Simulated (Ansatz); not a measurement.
# Energies of collinear spin orders in VF3 (P-1) and their description by three neighbour shells, PBEsol with U = 3.2 eV on V

Metal ions joined through a single fluoride ion usually order with opposed spins. We test this rule of thumb on VF3 in the P-1 cell, where each V has six V neighbours at 3.68 Å. Two questions are put to the runs: which collinear order is lowest, and whether couplings over three shells of neighbours reproduce the energies of the others. Such couplings are the input to models of magnetic ordering temperatures and spin waves, so an error in them carries over to both. The energies are calculated with PBEsol and a Hubbard U of 3.2 eV on V, at fixed atomic positions. They are given per V atom relative to the parallel order, and a positive value means less stable than that order.

## Method

One system, VF3 (P-1), 8 atom(s) a primitive cell, from cells of the Materials Project database (relaxed there by DFT). Ansatz 0.2.0, plane waves with default PAW datasets, cutoff 420 eV, Fermi-Dirac smearing of 0.05 eV, k meshes whose coarsest spacing along a reciprocal vector is 0.19 to 0.36 1/Å over all runs (2π included). Functional: PBEsol with Hubbard U (eV) V 3.2; collinear spins, no spin-orbit coupling. Atoms are fixed. Each order is started from typed moments on V, in the primitive cell or in a cell doubled at wavevector q (fractions of the primitive reciprocal vectors), on meshes of about the same density or denser; only runs that kept their pattern of signs are listed. Runs that did not converge or carry a known fault are not listed. The same in all rows: metal or insulator in the row's run, judged by its smearing entropy or density of states at the Fermi energy (a gap under a few smearing widths counts as a metal): insulator.

Notes on method and selection:

- In a Heisenberg model with E = -sum over ordered pairs of J e_i.e_j, the energy per magnetic atom is E0 less the sum over shells of J times the listed sum; further shells and changes of moment size are outside it.
- Each state is what a run reaches from typed starting moments; only a few collinear orders were started, so the lowest found need not be the ground state. Spin-orbit coupling is left out of these energies, which are free energies at the smearing width. A magnetic atom is one that was given a starting moment.
- Site moments count the spin inside each program's own atomic sphere, so they depend somewhat on its radius and leave out the spin between the spheres.
- Under the Hubbard U the parallel order was started from atomic orbitals, and the opposed orders from the occupation matrices of the lowest run so far.
- Ansatz's own search for a lower self-consistent state was left at its default for the parallel order and switched off for the opposed orders, so an opposed order may rest in a state that is not the lowest for its pattern of moments.
- The shell on the horizontal axis is the one of the three whose sum correlates best with the energies.
- Runs that did not converge, have known faults or may not be shown are not listed, and runs on Ansatz's PAW sets soft_1 and soft_2 are kept to separate tables.

Columns:

- shell at 3.68 Å: sum of e_i.e_j over the 6 V neighbours at 3.68 Å, mean over magnetic atoms (+1 parallel, -1 opposed).
- shell at 5.05 Å: sum of e_i.e_j over the 4 V neighbours at 5.05 Å, mean over magnetic atoms (+1 parallel, -1 opposed).
- shell at 5.09 Å: sum of e_i.e_j over the 2 V neighbours at 5.09 Å, mean over magnetic atoms (+1 parallel, -1 opposed).
- moment (μB): largest site spin moment.
- net moment (μB): size of the net spin moment per magnetic atom.
- energy (meV): energy less that of the parallel order, per magnetic atom.

## Results

```
member                        shell at 3.68 Å  shell at 5.05 Å  shell at 5.09 Å  moment (μB)  net moment (μB)  energy (meV)
opposed +-                    −6               4                2                1.50         0.00             11.95
opposed q=(1/2,1/2,1/2) +-+-  0                −4               2                1.51         0.00             6.73
opposed q=(0,1/2,0) +-+-      0                0                −2               1.51         0.00             6.73
opposed q=(0,0,1/2) +-+-      0                4                2                1.51         0.00             6.74
opposed q=(1/2,1/2,0) +--+    2                −4               2                1.52         0.00             ?
parallel ++                   6                4                2                1.53         2.00             0.00
```

Cells marked ? are withheld until the estimate has been made.

Least-squares fits to the members shown, with x = shell at 3.68 Å; R² and errors in the fitted variable (y, or ln y where the fit is in ln y):

```
y             members  fit                   R²    rms residual  leave-one-out rms  the same for the mean of the others
energy (meV)  5        y = 6.430 − 0.9958 x  0.99  0.37          1.0                4.7
```

## What drives the series

Among the orders with a shown energy, the parallel one is lowest. The order with all six nearest neighbours opposed is highest, at 11.95 meV, and the three orders with equal numbers of parallel and opposed nearest neighbours lie between, at 6.73 to 6.74 meV. The rule of thumb therefore fails in these runs.

The parallel and fully opposed orders have the same sums in both outer shells, so their difference gives the nearest-neighbour coupling within the three-shell model: 11.95 / 12 = 0.996 meV, positive and hence favouring parallel spins. A possible cause lies in the two d electrons of V³⁺, which leave part of the t2g set empty. Hopping from an occupied orbital into an empty one on the neighbour favours parallel spins through Hund's coupling, while hopping between half-filled orbitals favours opposed spins. The balance depends on which orbitals are occupied, and the columns do not show that.

The nearest shell carries most of the energy differences, but three shells do not account for them fully. The order at q = (0,0,1/2) has the same outer sums as the parallel and fully opposed orders, and a nearest-shell sum of zero. Any choice of the three couplings must place it midway between them, at 11.95 / 2 = 5.98 meV. It lies at 6.74 meV, about 0.8 meV higher. This is some 6 % of the full spread and far more than the 0.01 meV that separates the three intermediate orders. Further shells, couplings beyond pairs of spins, or a change in moment size or orbital state between runs could supply the rest.

The parallel order was started from atomic orbitals and searched for a lower state. The opposed orders inherited their occupations from an earlier run and had no such search. Different orbital occupations under a Hubbard U can differ in energy by more than the 6.73 meV that separates the parallel order from its nearest shown rival, so the parallel ground state is a provisional result.

## Prediction

Plain estimates from the members shown:

- opposed q=(1/2,1/2,0) +--+, fit at x = 2: 4.44 meV

The withheld order has a nearest-shell sum of 2, meaning four parallel neighbours and two opposed. The straight-line fit gives 4.44 meV, but it runs below all three intermediate orders, so we add the missing shells instead.

In a nearly cubic, corner-linked network each V has twelve second neighbours, of which the table lists only the six at 5.05 and 5.09 Å. Counted on that network, the sum over all twelve is 12 for the parallel and fully opposed orders, 0 for the three intermediate ones, and −4 for the withheld one, which consists of parallel layers stacked in opposition.

With one mean coupling $J'$ for these twelve neighbours,

$$E = E_0 - J_1 S_1 - J' S_{12}$$

where $S_1$ and $S_{12}$ are the two sums. The intermediate orders give $E_0$ = 6.73 meV, and the two extreme orders give $J_1$ = 0.996 meV and $J'$ = (6.73 − 5.98) / 12 = 0.063 meV. As a trial, leaving out the order at q = (0,0,1/2) and predicting it from the rest gives 6.73 meV against 6.74 meV in the table.

For the withheld order, 6.73 − 2 × 0.996 + 4 × 0.063 = 4.99 meV.

The trial does not test the last term, because $S_{12}$ is zero there. We therefore take the size of that term, 4 × 0.063 = 0.25 meV, rounded up to 0.3 meV, as the standard deviation.

**Committed estimate, opposed q=(1/2,1/2,0) +--+: energy = 5.0 ± 0.3 meV.**

## How the estimate fared

```
member                      shell at 3.68 Å  shell at 5.05 Å  shell at 5.09 Å  moment (μB)  net moment (μB)  energy (meV)
opposed q=(1/2,1/2,0) +--+  2                −4               2                1.52         0.00             1.30
```

```
member                      estimate   energy (meV)  computed  estimate − computed  miss in error bars
opposed q=(1/2,1/2,0) +--+  committed  5.00          1.30      +3.70                12.3
opposed q=(1/2,1/2,0) +--+  fit        4.44          1.30      +3.14
```

The estimate of 5.0 ± 0.3 meV missed badly. The run gives 1.30 meV above the parallel order, 12.3 error bars below our value, and the plain fit at 4.44 meV was closer. The parallel order remains the lowest of the six, but its lead shrinks from 6.73 to 1.30 meV per V.

The assumption most likely to have failed is that all six nearest neighbours couple equally. The three intermediate orders could not test it: on the corner-linked network each has one parallel and one opposed neighbour along every V–F–V axis, so differences between the axes cancel. Our trial on one of them was therefore no test of the route, and an error bar taken from the second-neighbour term alone was far too narrow.

Three shell couplings cannot reproduce the energies. The orders at q = (1/2,1/2,1/2) and (1/2,1/2,0) have the same outer sums, so their difference requires a nearest-neighbour coupling of (6.73 − 1.30) / 2 = 2.7 meV. The parallel and fully opposed orders require 0.996 meV.

## Exceptions

Least-squares fits to the whole series, with x = shell at 3.68 Å; R² and errors in the fitted variable (y, or ln y where the fit is in ln y):

```
y             members  fit                  R²    rms residual  leave-one-out rms  the same for the mean of the others
energy (meV)  6        y = 5.930 − 1.065 x  0.91  1.2           1.6                4.8
```

Largest departures from the fit to the whole series:

```
member                        energy (meV)  fit   computed − fit  in rms residuals
opposed q=(1/2,1/2,0) +--+    1.30          3.80  −2.50           2.1
opposed q=(0,0,1/2) +-+-      6.74          5.93  +0.81           0.7
opposed q=(1/2,1/2,1/2) +-+-  6.73          5.93  +0.80           0.7
opposed q=(0,1/2,0) +-+-      6.73          5.93  +0.80           0.7
```

The order at q = (1/2,1/2,0) stands out, 2.50 meV below the fit to the whole series. One possible reason is a weak coupling along the axis on which its layers alternate. With nearest neighbours alone, reversing the two neighbours on that axis costs four times the coupling there, which gives 1.30 / 4 = 0.33 meV. The mean of 0.996 meV over three axes then leaves (3 × 0.996 − 0.33) / 2 = 1.33 meV as the mean of the other two. The P-1 symmetry allows such a difference, and an uneven filling of the V t2g orbitals could produce it.

Another possibility is that this run reached a lower orbital state than the other opposed orders, which would also put it below the line. An unfavourable state of the parallel order cannot be the whole cause. Without that order, the fully opposed one and the one at q = (0,0,1/2) still give a coupling of only (11.95 − 6.74) / 6 = 0.87 meV, against the 2.7 meV required above.

The three intermediate orders lie about 0.8 meV above the line largely because the low member pulls it down; in the fit without that member they were only 0.3 meV above.

## Closing remarks

Across these six orders, more parallel nearest neighbours generally means a lower energy. The straight line estimates an omitted order with a typical miss of 1.6 meV, against 4.8 meV for the mean of the others. That is good enough to tell the fully opposed order from the parallel one, but not to rank the two lowest.

In units of temperature, the gap between those two is 1.30 / 0.0862 = 15 K per V, with Boltzmann's constant in meV/K. This is an energy scale, not an ordering temperature. A model of VF3 at this level should allow a separate nearest-neighbour coupling for each axis, and its parallel ground state stays provisional because the opposed orders were not searched for lower states.

Spin-orbit coupling, which is left out, could lower the energy of each order by more than the gap between the two lowest if an orbital moment survives in the t2g shell. Much of that would be common to all orders, but a small uncancelled part could reverse the two lowest.

[Logs are printed without paths, hosts, clocks, repeated set-up lines and the standing remarks that a program may print on its own settings, such as how far it seeks lower states.]
